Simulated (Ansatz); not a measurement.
# Gd3Y: the change of energy above lowest point with volume scale

Results calculated with Ansatz 0.2.0, not measured. Free energy against uniform scaling of the volume at fixed shape and fractions; periodic cell, basis, potentials, k mesh and filling as listed.

The cell before it is scaled or strained (space group Pm-3m, No. 221):
```
Gd3Y
1.0
      5.1799     0.0000     0.0000
      0.0000     5.1799     0.0000
      0.0000     0.0000     5.1799
Y Gd
1 3
Direct
  0.00000 0.00000 0.00000
  0.00000 0.50000 0.50000
  0.50000 0.00000 0.50000
  0.50000 0.50000 0.00000
```

Settings of every row: functional r2SCAN; dispersion none; potentials PAW; wave cutoff 550 eV; density cutoff 2200 eV; k mesh 5x5x5; k shift 0x0x0; occupations fermi dirac; smearing width 0.05 eV; spin collinear.

Limits: coarse k mesh, up to 40 meV an atom off; state may not be the lowest; the cell comes from a prototype or a list of computed structures and needn't be the stable phase.

```csv
row,volume scale,V (Å³/atom),energy above lowest point (meV/atom)
1,0.9,31.271,39.6
2,0.925,32.14,20.8
3,0.95,33.009,8.2
4,0.975,33.877,1.5
5,1,34.746,0
6,1.025,35.615,3.1
7,1.05,36.483,10.5
8,1.075,37.352,21.7
9,1.1,38.221,?
```

Question: what energy above lowest point should row 9 give?

Worked fit of energy above lowest point. Take u = (V_r/V)^(2/3) − 1 with V_r = 34.312 Å³ an atom, which is twice the finite (Eulerian) strain; such expansions in the strain, on which the Birch-Murnaghan equation of state is built, carry the rest volume and the bulk modulus. The shown rows have u = 0.06382, 0.04456, 0.02615, 0.00854, -0.00834, -0.02454, -0.04008, -0.05502. Least squares give energy above lowest point = 0.12 + 90.2 × u + 8544 × u² − 4081 × u³ meV/atom; a parabola predicts inner rows, each left out in turn, worse (root mean square 0.21 against 0.058 meV/atom). The rows lie off it by 0.0, 0.1, 0.0, 0.0, 0.0, 0.0, 0.0, 0.0. The withheld row has u = -0.0694, so the fit gives 0.12 + 90.2 × (-0.0694) + 8544 × (-0.0694)² − 4081 × (-0.0694)³ = 36.4 meV/atom.

The calculation gave 36.7 meV/atom. The fit lies 0.3 meV/atom (0.76 % of the column's range) below it; its largest miss of a shown row is 0.1 meV/atom. This row lies beyond the range of the fit.
